**SnC₃: from PBE levels to HSE06 levels, with the point R held back**

The question for this page is whether HSE06 lifts the empty bands of PBE rigidly or also stretches the bands, and how well a rule drawn from five k points carries over to a sixth. Bands are numbered by energy: v1 is the top filled band, v2 the one below it, c1 and c2 the two lowest empty ones. Each level is measured from the valence top of its own calculation, which lies at Γ. The cheaper level is PBE and the costlier one HSE06.

Band levels of SnC3 (ordered alloy on the diamond lattice, P-4m2, 4 atoms per cell, a = 2.979, c = 4.644 Å) with PBE (cheaper level, 8×8×6 k mesh) and HSE06 (costlier level, 6×6×4), each from its own valence top; v1 is the top filled band, c1 the lowest empty one. Ansatz 0.2.0, plane-wave PAW, 420 eV cutoff, no spin polarisation, cell relaxed with r2SCAN.

| point name | band v2, cheaper level (eV) | band v1, cheaper level (eV) | band c1, cheaper level (eV) | band c2, cheaper level (eV) | band v2, costlier level (eV) | band v1, costlier level (eV) | band c1, costlier level (eV) | band c2, costlier level (eV) |
| --- | --- | --- | --- | --- | --- | --- | --- | --- |
| Gamma | 0.000 | 0.000 | 0.618 | 0.978 | 0.000 | 0.000 | 1.518 | 1.927 |
| X | -5.183 | -0.724 | 1.933 | 3.179 | -5.528 | -0.844 | 3.043 | 4.220 |
| M | -5.542 | -3.621 | 0.688 | 0.688 | -5.942 | -3.996 | 1.445 | 1.445 |
| Z | -1.161 | -1.161 | 0.572 | 1.869 | -1.271 | -1.271 | 1.544 | 2.879 |
| R | ? | ? | ? | ? | ? | ? | ? | ? |
| A | -6.616 | -6.161 | 3.668 | 3.668 | -7.139 | -6.758 | 4.744 | 4.744 |

**What the five points show.** Away from Γ every filled level deepens, from 0.110 eV for the shallow pair at Z to 0.597 eV for v1 at A, so deep levels tend to move most. Every empty level rises, from 0.757 eV at M to 1.110 eV for c1 at X. A rigid lift of the empty bands would leave the filled levels in place and give one number for all empty ones, and the table shows neither.

M has the smallest rise, and this reorders the lowest empty levels. Among these five points the lowest c1 is at Z in PBE and at M in HSE06, by margins of only 0.046 and 0.073 eV. The two runs use different k meshes, so an order decided by so little is provisional.

**Why a step and a stretch.** HSE06 replaces a quarter of the short-range PBE exchange by Fock exchange, so to first order a level moves by
$$\delta\varepsilon = \tfrac14\langle\psi|\,\hat V^{\rm SR}_{\rm Fock}-v^{\rm SR}_{x,\rm PBE}\,|\psi\rangle .$$
The Fock operator is built from the filled orbitals and attracts a state according to its overlap with them. Filled states are therefore lowered relative to empty ones, which is a step $\Delta$ at the gap.

The root of the stretch can be seen in H₂ with one orbital per atom. There the Fock term between the two atoms is proportional to the bond order and adds to the hopping with the same sign, so bonding and antibonding levels move apart. In H₂ these are the filled and the empty level, so the molecule itself shows only a wider gap; what carries over is the larger hopping. In a crystal the band widths scale with the hoppings, so larger hoppings multiply energies within a band by some $1+s$. The analogy stops at one kind of bond and orbital: SnC₃ has C–C and Sn–C bonds and both s and p states, so a single $s$ can only be an average. This is argument from theory, and the table tests only its form:
$$E_{\rm HSE06} = (1+s)\,E_{\rm PBE} + \Delta\ \ (\Delta \text{ for empty levels only}).$$

I fitted this to the 15 distinct levels of the five known points, counting degenerate pairs once and dropping the zero at Γ. The result is $s = 0.081 \pm 0.006$ and $\Delta = 0.84$ eV. The printed output after this page lists the residuals row by row.

For error bars I left out one k point at a time and predicted it from the others. The rms miss is 0.072 eV for filled levels and 0.087 eV for empty ones, whereas a rigid lift misses filled levels by 0.39 eV. Separate slopes for filled and empty bands bring no gain. The scatter is far above the 0.001 eV rounding of a difference, so it reflects mainly what the model leaves out, though the different k meshes of the two runs may add a share that was not measured. The worst case is c1 at M.

**What R is.** The cell holds two primitive cells of diamond, with $a = a_0/\sqrt2$ along the cubic [110] direction and $c = a_0$. Folding the diamond zone puts two of its three X points on M and the third on Γ, two of its six W points on A, and two of its four L points on R $=(0,\tfrac12,\tfrac12)$. The parentage is loose, since $c/a = 4.644/2.979 = 1.559$ against the ideal $\sqrt2$. X-valley states of diamond-type crystals sit largely in the interstices and usually shift less under Fock exchange; I suspect this is why M lags, but it is untested here. The two lowest empty levels at Γ do not lag, and if one of them descends from the third X point, that speaks against the suspicion; no orbital characters are given to decide it.

**Forecasts for R.**

1. No degenerate pairs among v2/v1 or c1/c2 except by accident. R has C₂ᵥ symmetry like X, with one-dimensional representations only; Γ, Z, M and A have D₂d, which allows doublets.
2. Both filled levels deepen by about $0.08|E|$, with a bar near 0.07 eV. More likely v1 deepens more than the model and v2 less, as at X, M and A (at Z they are one doublet).
3. Both empty levels rise by about $0.84\ \text{eV} + 0.08E$, with a bar near 0.1 eV and twice the bar as outer range. An L-like state should not fall below the line as M does; the model value stays unshifted.
4. R becomes the HSE06 minimum only if its PBE c1 lies below $(1.445-0.840)/1.0813 = 0.56$ eV. My guess is that it does not, with PBE c1 at 1–4 eV.
5. PBE v1 at R, from adding the dispersions Γ→X and Γ→Z, is $-1.9 \pm 1.4$ eV, the bar being the miss of the same rule at A. The rule misses c1 at A by 3 eV, so I do not use it for c1.

Items 2 and 3 take the PBE levels at R as input; items 4 and 5 are blind.

The withheld rows as computed:

| point name | band v2, cheaper level (eV) | band v1, cheaper level (eV) | band c1, cheaper level (eV) | band c2, cheaper level (eV) | band v2, costlier level (eV) | band v1, costlier level (eV) | band c1, costlier level (eV) | band c2, costlier level (eV) |
| --- | --- | --- | --- | --- | --- | --- | --- | --- |
| R | -2.856 | -0.544 | 0.336 | 2.360 | -3.024 | -0.652 | 1.133 | 3.400 |

**The map holds.** For c1 at R, which was not in the fit, $1.0813 \times 0.336 + 0.840 = 1.203$ eV.

The computed level lies 0.070 eV lower, or 0.8 of the bar. The other three levels also fall within one bar, c2 almost on the line with a miss of 0.008 eV. A rigid lift does worse on all four; on c1 it misses by 0.180 eV, against 0.070 eV for the map. Symmetry held as well, with both pairs split by 2 eV or more.

The leanings of item 2 came out as stated: v1 lies 0.064 eV deeper than the model and v2 the same amount shallower. For the shallow v1 this is a deepening by 19.9 % of its PBE depth, close to the 16.6 % at X. The two C₂ᵥ points thus repeat one pattern, and a single $s$ is at its worst, in relative terms, just under the valence top.

**What missed.** The leaning in item 3 was wrong: c1 at R does fall below the line, by about half as much as M. Its rise of 0.797 eV is the second smallest of the six points, so descent from L did not bring a larger shift. The miss is inside the bar and does not refute the reading of M, but it gives that reading no support.

The guess in item 4 failed outright. PBE puts c1 at R at 0.336 eV, well under my 1–4 eV and under the 0.56 eV threshold, and R is the lowest named point at both levels. The conditional part was right; my estimate of the input was not. A low L valley is familiar from germanium, and antibonding Sn s character may pull it down here, which is again a guess. Item 5 held only at the edge of its wide bar, with a miss of 1.34 eV.

**What this does to the gap.** In HSE06 R lies 0.312 eV below M, far more than the margins that decide the order of Z and M, so their swap concerns higher points only. The gap over the named points is indirect, Γ to R, at 0.336 eV in PBE and 1.133 eV in HSE06. No point of either k mesh lies lower, so only a minimum between mesh points could narrow these gaps. Spin–orbit coupling is absent, the runs holding 26 electrons in 13 doubly filled bands, and it would be expected to split the valence top. They describe a hypothetical, distorted cell with no spin polarisation and untested stability, and its levels have not been compared with a second code.

The same PBE levels mapped onto PBE0, which keeps the Fock quarter at long range too, would need a larger $\Delta$, since that tail adds further to the separation of filled from empty states; the constants belong to this pair of methods and this cell. For this pair, two constants place the HSE06 levels to about 0.1 eV rms, with M off by 0.16 eV when left out, but the map keeps the PBE order of the empty levels and cannot give the swap of Z and M. Their c1 residuals, +0.086 and −0.139 eV, differ by 0.225 eV, so valleys closer than about 0.2 eV stay unresolved. The large error on this page came from guessing a PBE level that the cheaper calculation supplies directly.

The analysis program printed:

```
Shift HSE06-PBE (eV), order v2 v1 c1 c2 | residual, computed - model; rounding 0.001 eV
Gamma +0.000 +0.000 +0.900 +0.949 | +0.000 +0.000 +0.010 +0.030
X     -0.345 -0.120 +1.110 +1.041 | +0.077 -0.061 +0.113 -0.057
M     -0.400 -0.375 +0.757 +0.757 | +0.051 -0.080 -0.139 -0.139
Z     -0.110 -0.110 +0.972 +1.010 | -0.016 -0.016 +0.086 +0.018
A     -0.523 -0.597 +1.076 +1.076 | +0.015 -0.096 -0.062 -0.062
Filled shift / PBE level (%): X v2 6.7, X v1 16.6, M v2 7.2, M v1 10.4, Z v1 9.5, A v2 7.9, A v1 9.7
15 distinct levels: s = 0.0813 +- 0.0060, Delta = 0.840 +- 0.029 eV
Rigid scissor: Delta = 0.977 eV
Two slopes: filled 0.0824, empty 0.0649, Delta 0.867 eV
Leave-one-point-out misses (eV): rms filled, rms empty, worst level
  stretch+scissor  0.072 0.087  M c1 -0.160
  rigid scissor    0.392 0.125  A v1 -0.597
  two slopes       0.073 0.095  M c1 -0.200
PBE c1 order, known points: Z 0.572 < Gamma 0.618 < M 0.688 ; margin 0.046 eV
PBE spread over known points: v1 6.161, c1 3.096 eV
HSE06 c1 order, known points: M 1.445 < Gamma 1.518 < Z 1.544 ; margin 0.073 eV
HSE06 spread over known points: v1 6.758, c1 3.299 eV
Spread ratio HSE06/PBE: v1 1.097, c1 1.066
A new point is the HSE06 minimum if its PBE c1 < 0.560 +- 0.09 eV
Additive PBE rule A = M + Z - Gamma: miss v1 -1.38, c1 +3.03 eV
Withheld point R: HSE06 level predicted from its PBE level (eV)
  v2: PBE -2.856, predicted -3.088 +- 0.072 (shift -0.232)
      computed -3.024 (shift -0.168), miss +0.064 = 0.9 bars; rigid -0.168, two slopes +0.067
  v1: PBE -0.544, predicted -0.588 +- 0.072 (shift -0.044)
      computed -0.652 (shift -0.108), miss -0.064 = 0.9 bars; rigid -0.108, two slopes -0.063
  c1: PBE 0.336, predicted 1.203 +- 0.087 (shift +0.867)
      computed 1.133 (shift +0.797), miss -0.070 = 0.8 bars; rigid -0.180, two slopes -0.092
  c2: PBE 2.360, predicted 3.392 +- 0.087 (shift +1.032)
      computed 3.400 (shift +1.040), miss +0.008 = 0.1 bars; rigid +0.063, two slopes +0.019
  filled shift / PBE level: v2 5.9 %, v1 19.9 %
  splittings v1-v2, c2-c1: PBE 2.312, 2.024; HSE06 2.372, 2.267 eV
  c1 minus lowest known c1: PBE -0.236, HSE06 -0.312 eV
  blind PBE v1 = X + Z: -1.89 +- 1.38, computed -0.544, miss +1.34 eV
```
